Task: for PbS annealed in S₂ vapour at 1000 K, find the pressure p₀ giving exact stoichiometry and the Pb-rich solidus. The first attempt below is wrong.

Model. δ = [VPb] − [VS] in site fractions, positive when S-rich; p = p(S₂) in atm; only dilute neutral vacancies.
½S₂ → S on site + VPb: [VPb] = K₁√p
S on site → ½S₂ + VS: [VS] = K₂/√p
With KS = K₁K₂ and p₀ defined by δ = 0:
δ = 2√KS sinh[½ ln(p/p₀)]

Illustrative inputs at 1000 K: K₁ = 1.2×10⁻⁴ atm^(−½), K₂ = 1.2×10⁻⁸ atm^(½), so √KS = 1.2×10⁻⁶. Approximate free energies in J/mol: Pb(l) + ½S₂ → PbS(s), ΔG₁ = −163000 + 88T; Pb(l) → Pb(g), 182000 − 90T. The compiled lattice constant 5.936 Å (300 K, Hummer 2007) gives 4/a³ = 1.91×10²² Pb sites per cm³.

Three-phase pressure. Let liquid lead hold a mole fraction x = exp[−(Q/R)(1/T − 1/Tm)] of PbS and have activity 1 − x, with Tm ≈ 1390 K and Q = 120 kJ/mol, chosen to give the typical small solubility (x = 0.017 at 1000 K). Then √p(sat) = exp(ΔG₁/RT)/(1 − x) and p(sat) = 1.5×10⁻⁸ atm.

Wrong attempt.
(1) PbS → Pb(g) + ½S₂ costs ΔG = 167 kJ/mol, so p(Pb)√p = Kd = exp(−ΔG/RT).
(2) A 1:1 vapour needs p(Pb) = 2p (PbS molecules drop out), so pc = (Kd/2)^(2/3) = 9.6×10⁻⁷ atm, also the minimum of total pressure.
(3) A 1:1 vapour means a 1:1 crystal, so p₀ = pc.
(4) At p(sat), δ = −9×10⁻⁶, or 1.8×10¹⁷ cm⁻³ excess Pb. Wrong.

Symptom. Insert pc into the mass-action laws: [VPb] = 1.2×10⁻⁷, [VS] = 1.2×10⁻⁵. The supposedly stoichiometric crystal carries 2.3×10¹⁷ cm⁻³ excess Pb, more than step (4) allows at lead saturation, although pc exceeds p(sat).

Faulty line: (3). Congruence makes vapour and solid match, and a δ of order 10⁻⁵ leaves the 1:1 condition practically unchanged; pc therefore contains no vacancy property, whereas p₀ contains nothing else.

Mended calculation. K₁√p₀ = K₂/√p₀ gives p₀ = K₂/K₁ = 1.0×10⁻⁴ atm. At p(sat), δ = −1.0×10⁻⁴, or 1.9×10¹⁸ cm⁻³. In this model the slip sets the sulphur pressure 2.0 decades too low and makes the solidus 10 times too narrow.

Retrograde solidus. Where p(sat) ≪ p₀, −δ ≈ K₂/√p(sat). With K₂ ∝ exp(−H₂/RT) and an illustrative H₂ = 243 kJ/mol,
−δ ∝ exp(−H/RT)(1 − x), H = 243 − 163 = 80 kJ/mol.
At low T, x ≈ 0 and the width is Arrhenius. The derivative with respect to 1/T vanishes at x = H/(H + Q) = 0.40, T = 1.28×10³ K, where the width is 4.9 times its 1000 K value, 9×10¹⁸ cm⁻³. Above that, the falling lead activity wins and the field narrows. Close to Tm the form 1 − x fails; the loop closes at the congruently melting composition, which need not be δ = 0.

The same slip with n = p. Neutrality gives holes minus electrons = z(Pb)[ionised VPb] − z(S)[ionised VS] in undoped material, while δ counts all charge states once. A Hall p-n crossover marks δ = 0 if both vacancies are fully ionised with equal charge, not in general. Vacancies in PbS are typically largely ionised. For single ionisation with n ≈ [VS⁺], mass action n[VS⁺] ∝ p^(−½) gives |δ| ∝ p^(−¼), and the factor 10 falls to about (p₀/pc)^(¼) ≈ 3. All numbers are the model's: K₁, K₂ and H₂ were chosen so that the maximum width matches the order of 10¹⁹ cm⁻³ typical of PbS.